**Rock-salt BiTe: zero gap, yet several eV between filled and empty levels at GAMMA?**

I am looking at these PBEsol levels for BiTe in the rock-salt structure and can't make sense of them.

Ansatz 0.2.0, PBEsol with default frozen-core PAW datasets, scalar-relativistic, no spin polarisation, for rock-salt BiTe (Fm-3m) in its measured cell (COD), a = 6.470 angstrom. Cutoff 420 eV, 10 × 10 × 10 k mesh, Fermi-Dirac smearing 0.03 eV. Energies are relative to the Fermi energy, and k-points refer to the primitive two-atom cell.

| k-point | k in reciprocal vectors | band -4 (eV) | band -3 (eV) | band -2 (eV) | band -1 (eV) | band +1 (eV) | band +2 (eV) | band +3 (eV) |
| --- | --- | --- | --- | --- | --- | --- | --- | --- |
| GAMMA | 0 0 0 | -8.12 | -2.51 | -2.51 | -2.51 | 2.17 | 2.17 | 2.17 |
| X | 0.5 0 0.5 | -9.93 | -5.65 | -3.99 | -3.99 | 2.20 | 3.61 | 3.61 |
| U | 0.625 0.25 0.625 | -10.67 | -5.28 | -3.49 | -3.43 | 2.00 | 2.01 | 3.80 |
| K | 0.375 0.375 0.75 | -10.67 | -5.28 | -3.49 | -3.43 | 2.00 | 2.01 | 3.80 |
| L | 0.5 0.5 0.5 | -1.58 | -0.84 | -0.61 | -0.61 | n/a | n/a | n/a |
| W | 0.5 0.25 0.75 | -4.96 | -4.96 | -1.54 | -0.24 | 3.95 | 3.95 | n/a |

1. Why does band −4 jump by 9 eV from K to L, and how does a zero gap fit with the wide separation at GAMMA?
2. Which of the repeated values are enforced by symmetry?
3. Why do the levels crowd together at L and partly at W?
4. Is this tight binding, or would free electrons do?
5. Where does the simple picture fail?
6. What would change with one electron fewer, a shorter bond or spin-orbit coupling?
7. Which digits can I trust?

**Answer**

**1. The columns and the metal.** The columns count down and up from the Fermi energy at each k-point separately, so a column changes band whenever a band crosses that energy. The run has 31 electrons, of which 20 fill ten flat, deep d bands. Of the other eleven, ten fill two s-like bands and three bonding p-like bands, and one is left over. These orbital labels rest on counting and degeneracy, not on a projection of the wavefunctions.

Numbered from the bottom, band −1 is therefore band 15 at GAMMA, X, U and K, band 16 at W and band 18 at L. The jump in band −4 is a change from the s-like band 12 at K to the p-like band 15 at L. Followed by number, band 16 lies about 2 eV above the Fermi energy at GAMMA, X and K and dips below it at W and L. A partly filled band makes a metal, however wide the separation is elsewhere in the zone.

The gap of the p system has not vanished; it lies below the Fermi energy. On the k mesh of the same calculation band 15 peaks at −1.54 eV and band 16 bottoms out at L at −0.84 eV, which leaves 0.70 eV free of states. The leftover electron was placed without spin polarisation, so the zero moment is imposed and not found.

**2. Degeneracies.** The three p orbitals are equivalent under the cubic symmetry of GAMMA, hence the two triplets. X, L and W each single out one axis, which splits a triplet into a singlet and a doublet, as in −5.65 and twice −3.99 eV at X. K has only one-dimensional representations, so no equality is enforced there, and bands −2 and −1 differ by 0.06 eV. U and K are the same point by symmetry, and their agreement is no extra evidence.

**3. Why L and W.** The simplest relative is a chain of alternating atoms A and B with spacing d and one orbital each. An A orbital couples to its two B neighbours with t(k) = 2β cos(kd), where β is the hopping energy, and the levels are centre ± √(D² + t²), with 2D the difference of the two atomic levels. At the zone edge the two neighbours enter with opposite phase, t vanishes, and the gap shrinks to 2D. Rock salt is three such chains crossing at each atom. The analogy covers nearest-neighbour p–p hopping only and knows nothing of s or d orbitals.

In the crystal, of the p orbitals on its six neighbours, a Bi pₓ orbital couples only to Te pₓ, end-on (σ) along x and side-on (π) along y and z. With cᵢ = cos(kᵢa/2), where a is the cubic edge and kᵢ a Cartesian component of k,

tₓ = 2σcₓ + 2π(c_y + c_z), and likewise for y and z.

The cosines give the pattern before any fitting:

- GAMMA: all c = 1, so t = 2σ + 4π three times.
- X: c = (−1, 1, 1), so |t| = 2σ twice and |2σ − 4π| once.
- W: c = (−1, 0, 1), so t = 0 once and |2σ − 2π| twice.
- L: all c = 0, so t = 0 three times.

The table shows these degeneracies and closures, except that the upper X singlet doesn't fit (part 5). At L all six p levels lie within about 1.3 eV (the lowest two, missing from the table, come from the k mesh of the run), and the upper three have dropped below the Fermi energy. With no p–p hopping left, the model's levels there are neither bonding nor antibonding. At W only one pair closes, 1.30 eV apart, while the doublets stay near −5 and +4 eV. The formula keeps one t at zero along the whole line from L to W, so theory argues that band 16 stays low along it; the table shows the two ends.

**4. How well it works.** The parameters σ, π and D were fitted to nine half-splittings of bonding and antibonding partners at GAMMA, X, K, W and L, leaving out the X singlet. The K levels were paired by energy order, which assumes that all of them are p-like. The fit gives σ = 1.82 eV, π = −0.33 eV and D = 0.55 eV, with an rms error of 0.11 eV in the half-splittings. The opposite signs explain why GAMMA, with 2σ + 4π, is split less than X. The printed output after this answer lists every pair.

Worked for the X doublet, which was part of the fit:

t = 2 × 1.82 = 3.64 eV; √(3.64² + 0.55²) = 3.68 eV; table: (3.61 + 3.99)/2 = 3.80 eV.

The model falls short by 0.12 eV, about 3% of the table value. One check lies outside the fit: band 15 has its mesh maximum at (0, 0.4, 0.4) in units of 2π/a, and there the model has two hoppings of only 0.25 eV, because the σ and π terms in t nearly cancel there.

Free electrons do much worse. On all 30 levels of bands 13 to 18, taken in energy order (which softens the tight-binding misfit at X), the empty lattice misses by 2.14 eV rms with a fitted offset and by 1.93 eV with a fitted mass as well. Tight binding with one common centre misses by 0.43 eV. It has more parameters, tuned on these levels, but its hopping vanishes at L for any σ and π; the levels then lie close together because D is small.

**5. Failures.** The clearest one is the X singlet. The lower partner is predicted at −5.20 eV against −5.65 eV, while the upper one is predicted at +4.82 eV and the lowest empty level sits at +2.20 eV. My guess is that this level belongs to another, probably d-like band that comes down along GAMMA–X. A dip of band 19 partway along that line on the mesh is what such a crossing would leave, but it doesn't prove the character.

The second failure is the centre of the pairs, which the model holds fixed. It drifts from about −0.2 eV at GAMMA and X through −0.7 eV at K to −1.2 eV at L, and the two pairs at W have different centres. Parity forbids p from mixing with s or d at GAMMA and X and allows it at the other points, which matches where the drift appears. That empty states above do the pushing is a guess. The model also makes the three levels on each side at L equal, whereas they split by 0.2 to 0.3 eV, so D is an average and not an atomic level difference.

**6. Changes.** With one valence electron fewer, the count of rock-salt SnTe or PbTe, fifteen bands are full. In a rigid-band picture the Fermi energy then falls into the 0.70 eV window, with the smallest direct separation of the table at L. The size of that window does not carry over to other elements.

The cell is stretched for this functional (the computed pressure is negative), so relaxing would shorten the bond. If hopping scales as the inverse square of the bond length, an assumed rule, a 1% shorter bond widens the pair splitting by 0.15 eV at X and 0.09 eV at GAMMA and leaves the model's L unchanged. A relaxation that keeps the rock-salt symmetry says nothing on stability against other structures; ambient BiTe is layered and trigonal.

Spin-orbit coupling, left out here, should matter far more than a 1% change of the bond. For Bi 6p it is of order 1 to 2 eV (a rough recalled size), more than the window itself. It splits each GAMMA triplet into two levels and can reorder the crowd at L.

**7. Digits.** Rounding allows 0.01 eV on a difference, so 2.00 against 2.01 eV at K means nothing. All levels share the Fermi energy, which depends on mesh and smearing by an amount that this single run doesn't test, so differences between levels are safer than single values; the PAW datasets were also made for PBE. The multi-eV pattern across the zone is the sound part, while separations of about 1 eV or less, above all at L and W, are at the mercy of spin-orbit coupling. These are also Kohn–Sham levels, and semilocal functionals such as PBEsol usually put empty bands too close to filled ones in semiconductors, so the 0.70 eV window shouldn't be read as a measurable gap. What stays open is whether the singlets at −1.58 and −0.84 eV at L have Te below Bi or the inverted order, which the energies alone allow either way.

Printed output of the fit:

```
Levels by band index 12-18, eV (L 12-14 from mesh run); direct 15-16 separation
GAMMA    -8.12   -2.51   -2.51   -2.51    2.17    2.17    2.17 | 4.68
X        -9.93   -5.65   -3.99   -3.99    2.20    3.61    3.61 | 6.19
K       -10.67   -5.28   -3.49   -3.43    2.00    2.01    3.80 | 5.43
W            -   -4.96   -4.96   -1.54   -0.24    3.95    3.95 | 1.30
L       -11.22   -1.88   -1.88   -1.58   -0.84   -0.61   -0.61 | 0.74
mesh: band 14 max -1.75, 15 max -1.54, 16 min -0.84, 15-16 separation 0.70, width of 16 3.42 eV
mesh: band 19 min 2.97 at 0.6 of GAMMA-X, 7.25 at L; rounding 0.005 per level, 0.01 per difference
splittings eV: X 14-13 1.66; K 15-14 0.06, 17-16 0.01; L 15-14 0.30, 17-16 0.23
p-p fit: sigma 1.82, pi -0.33, D 0.55 eV, pi/sigma -0.18, rms 0.11 eV
Harrison rule (rough recalled factors 2.2, -0.63), d = 3.235 A: sigma 1.6, pi -0.5 eV
point bands: half-splitting, model, model-table, pair centre (eV), sum sin^2
GAMMA 15/16:  2.34  2.37 +0.03  -0.17  0.0
X     15/17:  3.80  3.68 -0.12  -0.19  0.0
K     13/18:  4.54  4.62 +0.08  -0.74  1.0
K     14/17:  2.75  2.82 +0.07  -0.74  1.0
K     15/16:  2.71  2.82 +0.11  -0.72  1.0
W     13/18:  4.46  4.34 -0.11  -0.50  1.0
W     15/16:  0.65  0.55 -0.10  -0.89  1.0
L     13/18:  0.63  0.55 -0.09  -1.24  3.0
L     15/16:  0.37  0.55 +0.18  -1.21  3.0
X singlet, not fitted: lower -5.20 vs band 13 -5.65 (off +0.45); upper 4.82 vs band 16 2.20 (off +2.62)
model |t| at (0,0.4,0.4) 2pi/a, mesh maximum of bands 14, 15: [3.23 0.25 0.25] eV
All 30 levels of bands 13-18 in energy order; free-electron unit 3.59 eV, one centre -0.69 eV
  tight binding, one centre: rms 0.43 eV, worst X 16 +0.79 eV
  empty lattice, offset: rms 2.14 eV, worst X 16 -5.86 eV
  empty lattice, mass 1.39: rms 1.93 eV, worst X 16 -5.03 eV
s-s model from GAMMA: band 11 -13.51, centre -10.81, half-splitting 2.69; band 12 width GAMMA-L 3.10 eV
  assumed D_s 0.0, |V| 0.45: band 12 model (model-table) X -9.92 (+0.01), K -10.44 (+0.23), L -10.81 (+0.41)
  assumed D_s 0.5, |V| 0.44: band 12 model (model-table) X -9.80 (+0.13), K -10.19 (+0.48), L -10.31 (+0.91)
DOS at E_F from TS = pi^2/3 (kT)^2 g: 1.66; one electron, parabolic edge: 1.79 states/eV/cell
bond 1% shorter, hopping ~ d^-2: model pair splitting at GAMMA changes by +0.09 eV
bond 1% shorter, hopping ~ d^-2: model pair splitting at X changes by +0.15 eV
bond 1% shorter, hopping ~ d^-2: model pair splitting at L changes by +0.00 eV
```
